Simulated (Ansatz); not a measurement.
# A series in wave cutoff on Al

One setting of a density functional single point varied, free energy counted from the run at the reference value, pressure positive in compression; periodic cell, basis, potentials, k mesh and filling as listed. The results are calculated, by Ansatz 0.2.0.

Structure of every row (space group P6_3/mmc, No. 194):
```
cell vectors (Å)
   2.8125     0.0000     0.0000
  -1.4062     2.4357     0.0000
   0.0000     0.0000     4.8668
atoms (fractions of the cell vectors)
Al  0.66667  0.33333  0.75000
Al  0.33333  0.66667  0.25000
```

Settings of every row: functional LDA; dispersion none; potentials PAW; k mesh 12x12x6; k shift 0x0x0; occupations fermi dirac; smearing width 0.1 eV; spin none; varied setting wave cutoff; reference wave cutoff 550 eV.

Limits: coarse k mesh, up to 40 meV an atom off; the cell comes from a prototype or a list of computed structures and needn't be the stable phase.

Limits of some rows: cutoff under the advised one (row 1, 2, 3).

```
row  wave cutoff (eV)  energy less reference (meV/atom)
  1               300                             30.57
  2               350                               7.7
  3               400                              1.28
  4               450                                 ?
  5               500                              0.08
  6               550                                 0
```

Question: what energy less reference should row 4 give?

Worked fit of energy less reference. Measure energy less reference from the row at the highest cutoff, 0.00 meV/atom, and take the logarithm of what remains: 300 → 3.42, 350 → 2.04, 400 → 0.25, 500 → -2.53. A straight line through these is ln|rest| = 12.431 − 0.03003 × cutoff, so the rest falls by a factor of e every 33.3 eV; from 4 rows that is a rough guide, not a law, and the row at the highest cutoff isn't the limit itself. At 450 eV the line gives ln|rest| = -1.083, a rest of 0.34 meV/atom, and so 0.00 + 0.34 = 0.34 meV/atom.

The calculation gave 0.12 meV/atom. The fit lies 0.22 meV/atom (180 % of the value, 0.72 % of the column's range) above it; its largest miss of a shown row is 0.88 meV/atom.
